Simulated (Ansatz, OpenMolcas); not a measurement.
# NH2 (SMILES [NH2]): the electronic atomisation energy, rung by rung

NH2: 3 atoms, total charge 0, spin state doublet. As SMILES, `[NH2]`. Geometry: relaxed at PBE0-D4/def2-TZVP.

```jsonl
{"atom": "N", "x (Å)": "0.3371", "y (Å)": "-0.2000", "z (Å)": "0.1662"}
{"atom": "H", "x (Å)": "0.1308", "y (Å)": "0.8059", "z (Å)": "0.1594"}
{"atom": "H", "x (Å)": "-0.4678", "y (Å)": "-0.6059", "z (Å)": "-0.3256"}
```

Each level gives the electronic atomisation energy (eV). The values are calculated. Electronic energies at fixed atoms, without zero-point motion or spin-orbit coupling.

| level | kind | program | value (eV) | CPU time (all runs) |
| --- | --- | --- | --- | --- |
| UM06-L/def2-TZVPPD | meta-GGA | OpenMolcas | 7.81 | 26 s |
| UTPSS/def2-TZVPPD | meta-GGA | OpenMolcas | 8.15 | 26 s |
| U-wB97X/def2-TZVPPD | range-separated hybrid | Ansatz | 7.93 | 8 s |
| UCAM-B3LYP/def2-TZVPPD | range-separated hybrid | Ansatz | 8.12 | 2.7 s |
| UHSE06/def2-TZVPPD | range-separated hybrid | Ansatz | 7.95 | 2.7 s |
| RPA@PBE/def2-TZVPPD | RPA | Ansatz | 7.61 | 2.8 s |
| RPA@PBE0/def2-TZVPPD | RPA | Ansatz | 7.46 | 2.9 s |
| UBCCD(T)/def2-TZVPPD | coupled cluster or CI | Ansatz | 7.67 | 7 s |

The values span 7.46 to 8.15 eV. CPU times are rough (shared hosts, several kinds of processor): they show what a rung costs within a factor of a few.

All five density functionals bind NH2 more strongly than coupled cluster (7.67 eV), while both RPA values fall below it. The kind of functional doesn't set the order: the two meta-GGAs alone run from 7.81 to 8.15 eV, enclosing all three range-separated hybrids.

Atomisation breaks two N–H bonds and leaves nitrogen with three parallel-spin 2p electrons. The opposite-spin pairs in the bonds are lost, so the energy depends strongly on how much more correlation the molecule has than the separated atoms. That short-range pair correlation converges slowly with basis size in coupled cluster and RPA, but much faster in the functionals, which probably explains why the coupled-cluster value lies below the well-established atomisation energy of NH2. The true value is closer to the HSE06 and wB97X results, so their apparent overbinding against coupled cluster is largely not a fault of the functionals. The table therefore doesn't support ranking the functionals by their distance from the coupled-cluster entry.
